In a basis without polarization functions, even a nearly exact treatment of electron correlation binds disilane too weakly by about 442 kJ/mol, a fifth of the measured atomization energy. Many density functionals come much closer, with misses of 120 to 180 kJ/mol. That doesn't make them the better theory: they probably come closer because they ask less of the basis in two ways: their correlation needs no empty orbitals, and exchange taken from the density is expected to lose less in a small basis than exact exchange. The table does not separate the two. A negative miss in the table means that too little energy is needed to take the molecule apart into atoms.

Disilane (Si2H6, neutral singlet), computed with Ansatz 0.2.0 at the levels listed, in the 6-31G basis and without relativity. The geometry is from MP2(full)/6-31G*, and the silicon cores (1s, 2s, 2p) are frozen wherever correlation is built from orbitals.

```tsv
level	computed less measured atomization energy (kJ/mol)	rough wall time (s)
RHF	-725.7	0.3
RMP2	-504.3	n/a
CISD	-478.1	0.8
RCCSD	-448.2	n/a
RCCSD(T)	-443.2	0.4
BCCD(T)	-443.1	0.4
RCCSDT	-441.8	n/a
CISDTQ	-443.5	60
RCCSDT(Q)	-441.6	2
RCCSDTQ	-441.5	20
PBE	-161.7	0.6
r2SCAN	-130.7	1
PBE0	-179.5	0.8
B3LYP	-158.4	0.8
wB97M-V	-119.9	3
HSE06	-178.1	0.9
B2PLYP	-264.3	1
PBE-QIDH	-289.5	1
RPA-PBE	-492.3	1
```

Consider first the limit in which all important excitations are allowed. RHF lets each electron move in the average field of the others; the coupled-cluster levels add single, double, triple and quadruple excitations (S, D, T, Q) into empty orbitals. From RCCSDT onwards the coupled-cluster results agree within 0.3 kJ/mol, so this ladder has reached its end. Frozen cores, relativity and small errors of the geometry normally change such an energy far less than the gap that remains. By elimination, the gap belongs to the basis.

The 6-31G basis has only s and p functions on silicon and only s functions on hydrogen. In the molecule, d functions on silicon and p functions on hydrogen would let charge shift into the bonds, which already matters in RHF. They would also give two electrons in one bond more room to avoid each other. A free hydrogen atom has a round density and a single electron, so it needs neither kind of help; a free silicon atom has no bonds to polarize and only four valence electrons to correlate. The poor basis therefore harms the molecule more than its atoms, and the binding comes out too weak; the table gives only the sum of the mean-field and correlation parts, but a rough recalled Hartree-Fock limit puts the mean-field part near 307 kJ/mol, the larger share.

The opposite limit is correlation that uses no empty orbitals at all. PBE, r2SCAN, PBE0, HSE06, B3LYP and wB97M-V obtain it from the density, r2SCAN and wB97M-V also from the occupied orbitals, and even a small basis describes both fairly well. All six functionals still lose binding without polarization functions, yet their whole misses are smaller than the mean-field loss estimated for RHF. They are expected to lose less in that part as well, because exchange taken from the density depends less on the basis than exact exchange does. Each also adds an error of its own that may offset or deepen the basis error. Their order here is thus no ranking of their accuracy in a good basis.

The double hybrids lie between the two limits. B2PLYP and PBE-QIDH replace roughly a quarter and a third of the functional correlation by second-order correlation built from empty orbitals, and they also contain much exact exchange. A simple mixture takes PBE as one end, RMP2 (full exact exchange and full second-order correlation) as the other, and PBE0 to measure the effect of exchange. It gives a miss of -300 kJ/mol for PBE-QIDH, where the calculation has -289.5; exchange alone would give only -211.

For B2PLYP the mixture is off by 8 kJ/mol, although that functional has other parents than PBE. Such mixing is built into double hybrids, so the agreement places most of the extra underbinding in the orbital-based correlation, and the rest in exact exchange, but doesn't test why it arises there. RPA-PBE takes all its correlation from orbitals, and it too lies far below the plain functionals, within 12 kJ/mol of RMP2. RPA is also known to bind molecules too weakly in large bases, so its miss is not basis error alone. Nor is that of RMP2: it lies 63 kJ/mol below RCCSDTQ in the same basis, because second order leaves out the coupling among the excited configurations.

One irregularity has a different origin. CISD allows single and double excitations, as RCCSD does, yet it binds the molecule less by 30 kJ/mol. Think of two bonds so far apart that they don't interact: each should be free to excite its electron pair whatever the other does. Both pairs excited at once make a quadruple excitation, which CISD forbids and RCCSD includes as a product of two doubles. Relative to RCCSDTQ, CISD loses 38 kJ/mol of correlation in the molecule but only about 1 in the free atoms, which have few electrons to correlate.

The size of this loss can be estimated by treating the seven bonds as equal, independent pairs. Let $E$ be the correlation energy that CISD recovers, as a positive number, $\Delta$ the cost of exciting one pair, $K$ the coupling to that excitation and $w$ the weight of the excited part. Mixing the ground determinant with $N$ such excitations gives

$$E(\Delta+E)=NK^2,\qquad \frac{w}{1-w}=\frac{E}{\Delta+E}.$$

CISD recovers $E=408.2-37.7=370.5$ kJ/mol, and its orbital occupations give $w=0.08635$. Hence

$$\Delta+E=370.5\times\frac{0.91365}{0.08635}\approx3920,\qquad \Delta\approx3550\ \text{kJ/mol}.$$

A pair treated alone has an energy $e$ that obeys

$$e(\Delta+e)=K^2=\frac{370.5\times3920}{7},\qquad e\approx57.5\ \text{kJ/mol}.$$

Seven such pairs give $7\times57.5\approx402.5$ kJ/mol, which is 32 more than CISD finds. RCCSD recovers 30 more in the actual molecule. The model takes its two inputs from CISD and none from RCCSD, so this comparison tests the size of the loss, though loosely: the result is close to $wE$, as in the Davidson correction, and changes slowly with $N$, and the model ignores single excitations and the interaction between bonds. It also shows how the flaw grows: in CISD the cost of exciting one pair is raised by the correlation energy of all the others, so each added bond makes every pair worse off. The output printed below contains the correlation losses and the mixture for the double hybrids; the pair estimate is worked by hand above.

CISDTQ repeats the fault at a higher order, because three pairs can't be excited at once. It ends 2 kJ/mol short of RCCSDTQ and also falls behind RCCSDT, whose products of excitations do reach that far. A silicon atom has four valence electrons, so quadruple excitations already exhaust its possibilities. With frozen cores, the atoms are then exact within the basis, and the whole loss sits in the molecule.

For practical work, missing excitations and missing basis functions call for different remedies. RCCSD(T) lies within 2 kJ/mol of RCCSDTQ, so a higher excitation level would be effort spent in the wrong place; polarization functions on both silicon and hydrogen come first. Repeating RHF and RCCSD(T) with them splits the gain into its two parts: the rise in the RHF atomization energy is the mean-field part, and any further rise in RCCSD(T) is correlation. The functionals are expected to shift strongly under this enlargement too, and orbital-based correlation to need still larger bases, so a small miss deserves trust only once a further enlargement leaves it nearly unchanged.

The analysis program printed:

```
RCCSDTQ miss in percent of the measured atomization energy: -19.9
Gain in atomization energy from RHF to RCCSDTQ (kJ/mol): 284.2
RMP2 less RCCSDTQ (kJ/mol): -62.8
CISD less RCCSDTQ (kJ/mol): -36.6
RCCSD less RCCSDTQ (kJ/mol): -6.7
RCCSD(T) less RCCSDTQ (kJ/mol): -1.7
CISDTQ less RCCSDTQ (kJ/mol): -2
Correlation energy of the molecule in RCCSDTQ (kJ/mol): 408.2
Correlation energy left to the free atoms in RCCSDTQ (kJ/mol): 124
Correlation lost by CISD against RCCSDTQ in the molecule (kJ/mol): 37.7
Correlation lost by CISD against RCCSDTQ in the atoms (kJ/mol): 1.097
Correlation lost by CISDTQ against RCCSDTQ in the molecule (kJ/mol): 1.997
Weight of double excitations in CISD (percent): 8.635
Size-consistency loss of CISD from the seven-pair model (kJ/mol): 32.14
Computed RCCSD less CISD correlation in the molecule (kJ/mol): 30.2
Computed RCCSD less CISD in the atomization energy (kJ/mol): 29.9
B2PLYP miss from mixing both parts (kJ/mol): -272.7
B2PLYP miss from exact exchange alone (kJ/mol): -199.4
PBE-QIDH miss from mixing both parts (kJ/mol): -300.4
PBE-QIDH miss from exact exchange alone (kJ/mol): -210.8
Mixing estimate less computed for B2PLYP (kJ/mol): -8.414
Mixing estimate less computed for PBE-QIDH (kJ/mol): -10.89
```
